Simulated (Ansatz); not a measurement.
**Ligand exchange: Ge(CH3)(OH)3 + Zn(SH)2 → GeH(OH)3 + CH4S2Zn**

Species: Ge(CH3)(OH)3, singlet; Zn(SH)2, singlet; GeH(OH)3, singlet; CH4S2Zn `C[S][Zn][SH]`, singlet. The partners trade CH3 for H: Ge–CH3 and S–H bonds give way to Ge–H and S–CH3.

Shapes, held fixed at every level: PBE0-D4/def2-TZVP. Flexible molecules stand in one conformer, not always the lowest. Programs: Ansatz 0.2.0. The zero-point and thermal change to 298 K, harmonic and unscaled (PBE0-D4/def2-TZVP), is +2.3 kJ/mol.

Task: Estimate ΔH(298 K) of this reaction.

Result: wB97X-V/def2-TZVPP gives ΔH(298 K) = +74.6 kJ/mol; the levels span +73.0 to +77.0. The median of the levels is +74.9. No measured value is set beside it here. Relativity is left out for Ge, Zn.

| level | kind | ΔH(298 K) (kJ/mol) |
| --- | --- | --- |
| SPW92/def2-TZVPP | LDA | +73.0 |
| r2SCAN-D4/def2-TZVPP | meta-GGA | +74.9 |
| BHLYP-D4/def2-TZVPP | global hybrid | +75.5 |
| PBE0-D4/def2-TZVPP | global hybrid | +73.7 |
| r2SCAN0-D4/def2-TZVPP | global hybrid | +77.0 |
| wB97M-V/def2-TZVPP | range-separated hybrid | +76.7 |
| wB97X-V/def2-TZVPP | range-separated hybrid | +74.6 |

The exchange is clearly endothermic at every level, and the small thermal term shows that the cost is almost entirely electronic. Methyl is better placed on germanium and hydrogen on sulfur. Carbon is more electronegative than hydrogen, so the Ge–C bond gains more from polarity than Ge–H does, and the three hydroxyl groups probably reinforce this by making germanium more positive. Sulfur offers methyl no such advantage, and the strong S–H bond is given up for a weaker S–C bond. Zinc keeps both of its sulfur ligands and acts largely as a spectator.

Even the LDA falls close to the hybrids, which suggests that its usual overbinding largely cancels when two single bonds are exchanged for two others. The hybrids themselves lie on both sides of r2SCAN-D4, so the results show no simple progression with the class of functional. The sign and approximate size of the enthalpy are therefore well supported, whereas a ranking of the functionals by accuracy is not. The enthalpy also says nothing about the barrier to exchange.
